W₃N₄ looks wrong beside Al₃GaN₄. The two crystals give each atom almost the same room, 10.27 and 10.43 Å³, yet the first has a bulk modulus of 389 GPa and the second only 208 GPa. Among the other rows, a change of that size comes only with a large change in volume. W₃N₄ does have the smallest volume and the highest modulus, so the order is as it should be; it is the size of the jump that volume can't account for.

Nitrides and phosphides computed with Ansatz 0.2.0 in scalar-relativistic LDA (plane waves, PAW, 420 eV cutoff, no spin polarisation), each crystal relaxed within its starting symmetry. Bulk moduli are Hill means from stresses at small strains, with the ions relaxed; energies, taken at zero smearing, are relative to the elements' standard states in LDA.

```tsv
formula	space group	volume per atom (Å³)	shortest distance (Å)	pair at the shortest distance	valence electrons an atom	neighbours of the non-metal within 15 % of its shortest distance	k mesh	smearing width	strain amplitude	bulk modulus from strains (GPa)	energy over elements (eV/atom)
W3N4	Pm-3m	10.27	2.079	N-W	5.43	6	8×8×8	0.15 eV	0.005	389	-0.450
Al3GaN4	P-43m	10.43	1.880	Al-N	4.00	4	6×6×6	0 eV	0.002	208	-1.449
AlGa3N4	P-43m	10.85	1.880	Al-N	4.00	4	6×6×6	0 eV	0.002	204	-0.991
GaP	F-43m	19.59	2.335	Ga-P	4.00	4	8×8×8	0 eV	0.002	90.1	-0.413
InP	F-43m	24.73	2.523	In-P	4.00	4	10×10×10	0 eV	0.002	71.2	-0.216
```

### The same room, more electrons

The bulk modulus $B$ says how strongly the energy curves when a crystal is squeezed evenly. With $V$ for the volume per atom and $E$ for the energy per atom, it is

$$B = V\,\frac{d^2E}{dV^2}.$$

The product $BV$ is then an energy per atom, which will be called the curvature here. Squeezing the crystal by a small fraction $x$ of its volume costs $\tfrac12 BV x^2$ per atom. A high modulus can thus come from a small volume, which packs the same curvature into less space, or from a large curvature.

For W₃N₄ against Al₃GaN₄ the split is lopsided. The modulus is 1.87 times as large. The smaller volume supplies a factor of only 1.02, and the curvature supplies the remaining 1.84. Whatever makes W₃N₄ stiff must therefore raise the energy cost of squeezing each atom, at a given relative compression.

The column of valence electrons an atom points to a reason. Aluminium and gallium bring three electrons each, tungsten six and nitrogen five. That makes 4 electrons an atom in Al₃GaN₄ and 5.43 in W₃N₄, a ratio of 1.36. The electron count alone thus leaves another factor of 1.36 in the curvature: W₃N₄ has more valence electrons, and it is also stiffer per electron.

### Why crowded electrons resist more

Both factors follow in outline from a very simple picture, a uniform gas of valence electrons held together by positive ions. The Pauli principle forces electrons in a smaller volume into shorter wavelengths, so their kinetic energy rises as $V^{-2/3}$. The Coulomb attraction that binds them deepens more slowly, as $V^{-1/3}$. With $V_0$ for the relaxed volume, and $K$ and $U$ for the sizes of the two energies per atom at that volume,

$$E(V) = K\left(\frac{V_0}{V}\right)^{2/3} - U\left(\frac{V_0}{V}\right)^{1/3}.$$

A relaxed crystal is under no pressure, so the slope of $E$ vanishes at $V_0$. This fixes $U = 2K$. The curvature is then

$$BV_0 = \frac{10}{9}K - \frac{4}{9}U = \frac{2}{9}K.$$

The attraction cancels four fifths of the stiffness that the kinetic energy would give by itself. What remains still grows with the kinetic energy.

In a uniform gas the mean kinetic energy of an electron is three fifths of the Fermi energy $E_F$, the energy of the highest filled level measured from the bottom of the band. With $n$ for the number of valence electrons per volume, the result is

$$B = \frac{2}{15}\,n\,E_F, \qquad E_F = \frac{\hbar^2}{2m}\,(3\pi^2 n)^{2/3}.$$

Here $\hbar$ is the reduced Planck constant and $m$ the electron mass. The modulus grows as $n^{5/3}$: one power of $n$ counts the electrons, and the other two thirds say that each crowded electron resists more.

For W₃N₄ the density is $n = 5.43/10.27 = 0.529$ electrons per Å³. With $\hbar^2/2m = 3.81$ eV Å², the Fermi energy comes to about 24 eV. The estimate is

$$B \approx \frac{2}{15}\times 0.529\times 24\ \text{eV/Å}^3 \approx 1.7\ \text{eV/Å}^3 \approx 270\ \text{GPa}.$$

No constant was adjusted to a modulus, though the relaxed volume was taken from the table.

This is 31 % below the computed modulus of W₃N₄. The same formula falls 24 % short for Al₃GaN₄, so it does better on the ratio of the two than on either value: it gives 1.71 where the calculation gives 1.87. A gas without directed bonds and without solid ion cores thus reproduces most of the jump that volume alone leaves unexplained. These misses are relative to the LDA results, not to measurements, and the LDA runs used PAW datasets made for another functional, PBE, which may shift the moduli somewhat.

That makes electron crowding a credible main cause, but it doesn't isolate it. Further down the table the gas misses the ratio of nitride to phosphide by more, so part of its success with W₃N₄ may be chance. W₃N₄ is a metal while the other four crystals have a gap at the sampled k points (in InP a band crossing between those points may have been missed), and the gas spreads its tungsten d electrons evenly, though in a crystal they stay near the atoms and act through bonds. Extra d electrons are expected to stiffen a crystal only while they fill bonding states, so the rule shouldn't be carried over to metals late in the d series.

The atoms are arranged differently too. The cube edge of W₃N₄, 4.157 Å, is twice the shortest bond, which fits rock salt with a quarter of its metal sites empty. In that structure one nitrogen in four has the six tungsten neighbours listed in the table, and the other three have four each, in a square.

The value of 389 GPa also belongs to a crystal held in its cubic symmetry. The forces on the atoms vanish there by symmetry, so the relaxation couldn't show whether some displacement within the cell would lower the energy. The cell is stable against small strains, but that doesn't settle the question. From tests on other systems, the makers of the data warn that such a cell may be a saddle point, where a displacement does lower the energy, and that the elastic constants of a metal can depend on the k mesh. Neither point was tested for W₃N₄: no run displaced its atoms, and only the 8×8×8 mesh was used. Its modulus also comes from larger strains than the others, and with a smearing of 0.15 eV. For all these reasons, the part of the jump that the gas misses shouldn't be assigned to a particular kind of bond.

### Changing the metal and keeping the stiffness

The next step down the table, from Al₃GaN₄ to AlGa₃N₄, exchanges half of the metal atoms. The modulus changes by about 2 %, too little to interpret without a test of convergence. The electron count is the same and the volume grows by only 4 %. The gas formula turns that growth into a fall of about 6 per cent in the modulus, so the electron picture, too, expects only a small change.

The small change in volume has a familiar chemical reason. Gallium lies one row below aluminium, but its filled 3d shell screens the nucleus poorly, so the outer electrons are pulled in. The two metals end up similar in size. As far as compression is concerned, they are nearly interchangeable in these two crystals.

They are far from interchangeable in the energy over elements. AlGa₃N₄ is less strongly bound against its elements by 0.46 eV per atom. Both crystals are half nitrogen, so an error in the energy of the nitrogen molecule cancels in this difference. Aluminium gains more than gallium by leaving its metal for a nitride, as its more polar bond to nitrogen suggests.

The two columns measure different things. The energy over elements compares the depth of the crystal's energy valley with the depths of the elements' valleys, whereas the modulus measures how steeply the crystal's own valley closes. W₃N₄ shows the same separation from the other side: it is the stiffest row, yet at −0.45 eV per atom the cubic cell computed here is the least strongly bound of the three nitrides against the elements. The order of the moduli is thus not the order of the energies.

### From nitride to phosphide

The large fall comes with GaP, whose modulus is 90 GPa. The electron count stays at four an atom and the bonding stays tetrahedral, so this is a cleaner comparison than the one with W₃N₄. Al₃GaN₄ is 2.31 times as stiff as GaP. Its smaller volume supplies a factor of 1.88 and its larger curvature a factor of 1.23.

Here volume does most of the work, the reverse of the first comparison. The metals can't be the main reason, because three quarters of the metal atoms in AlGa₃N₄ are gallium, and it is still more than twice as stiff as GaP. The change that matters is from nitrogen to phosphorus. Nitrogen's 2p electrons have no inner p shell to avoid and stay close to the nucleus, while phosphorus has a filled 2p shell that keeps its 3p electrons farther out. The bonds are longer, and the same four electrons spread over almost twice the space.

The electron gas gets the direction right but makes the fall too steep. It puts Al₃GaN₄ at 2.9 times the stiffness of GaP. Its estimate for GaP itself is 39 % too low, a worse result than for any of the nitrides. Real valence electrons aren't spread evenly: they gather in the bonds and are kept out of the ion cores. Both effects may keep the phosphide stiffer than its mean density suggests, but the table doesn't measure them separately.

The last step, from GaP to InP, is the simplest. The modulus falls by a factor of 1.27, and the volume grows by a factor of 1.26. The curvature is 11.0 eV per atom in both crystals. To squeeze either one by one per cent costs the same energy per atom; InP is softer because that energy is spread over a larger volume.

The gas expects the curvature to fall as well, and therefore makes this step too large, with a factor of 1.47. Its shortfall for InP reaches 47 %. Indium's larger core may supply the stiffness that the gas lacks, though this remains a guess. The simple formula is thus a guide to why density matters, and a poor tool for predicting small differences between similar phosphides.

### Reading a neighbouring crystal

For a practical estimate, a power law drawn through the four tetrahedral rows serves better than the gas. A least-squares line through the logarithms of modulus and valence density gives $B \propto n^{1.3}$, and it meets those four rows within 4 %. They form only two groups, nitrides and phosphides, so the exponent is a summary and not a law of nature. For another tetrahedral nitride or phosphide of aluminium, gallium or indium, ten per cent more volume should mean a modulus about 9 to 12 per cent lower: the line gives the larger fall, the step from GaP to InP the smaller. ZnSe also has four s and p electrons an atom, but its bonds are more polar, and it is expected to be softer than a crystal of this family with the same volume.

W₃N₄, which was kept out of that line, is the only row with another electron count, and it lies beyond the densities that were fitted. If only its volume is used, as though it had four electrons an atom, the line gives 214 GPa, 45 % too low. With its true valence density the line gives 317 GPa, 18 % too low. Among these rows, volume is a sufficient guide while the electron count is fixed; for the one row with another count, the electrons per volume come closer.

Whether the stiffness still left over in W₃N₄ comes from its tungsten d bonds, from its arrangement of atoms or from the imposed symmetry and the settings of the run remains open. The first step towards an answer would be to compute the modulus again with a denser k mesh, and to move the atoms slightly off their symmetric sites to see whether the energy falls. If it does, the crystal should be relaxed from there and its modulus computed once more. If the excess over the line survived these tests, the imposed symmetry and the k mesh could be ruled out as its main source, while the bonds and the arrangement of atoms would still have to be told apart.
